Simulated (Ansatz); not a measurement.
# CH9NSi2: structure from calculated spectroscopic constants

These gas-phase data were calculated for one isomer of CH9NSi2 at PBE0-D3(BJ)/def2-SVP (harmonic, unscaled wavenumbers; equilibrium rotational constants with average atomic masses):

```
rotational constants            : 10.72, 1.886, 1.785 GHz
all wavenumbers above 1500 cm⁻¹ : 3610, 3165, 3159, 3055, 2251, 2234, 2218, 2208, 2201
```

Candidates:

(1) `C[SiH2]N[SiH3]`, a singlet
(2) `C[Si@H](N)[SiH3]`, a singlet

Problem. Which candidate do the data belong to?

Solution. Candidate (1). 1 mode lies between 3250 and 3800 cm⁻¹, one for each N–H bond, while (2) has 2.

The same quantities for all candidates:

```tsv
	rotational constants (GHz)	wavenumbers above 1500 cm⁻¹	E above the lowest, PBE0-D3(BJ)/def2-SVP (kcal/mol)
(1)	10.72, 1.886, 1.785	3610, 3165, 3159, 3055, 2251, 2234, 2218, 2208, 2201	0.0
(2)	5.409, 2.724, 2.053	3690, 3593, 3173, 3158, 3057, 2221, 2217, 2209, 2147, 1550	10.4
```

Each candidate is one conformer. Programs: Ansatz 0.2.0.

The rotational constants support the assignment independently of the N–H count. Candidate (1) has an unbranched Si–N–Si–C heavy-atom chain, so it is close to a prolate top, with one large constant and two small, nearly equal ones. Branching at silicon in (2) moves mass away from the long axis, lowering the largest constant and raising the other two. The Si–H region agrees as well, with five stretches for (1) and four for (2), while the extra band at 1550 cm⁻¹ in (2) is the NH2 scissoring mode.

The energy order follows from the bonds exchanged. Going from (1) to (2) replaces a strong, polar Si–N bond and an Si–H bond with a weak Si–Si bond and a strong N–H bond. The gain in N–H bonding offsets only part of the loss, which probably explains why the gap is modest despite the very different linkages. This preference concerns relative energy alone and says nothing about the barrier to interconversion, so (2) could still be a persistent species.
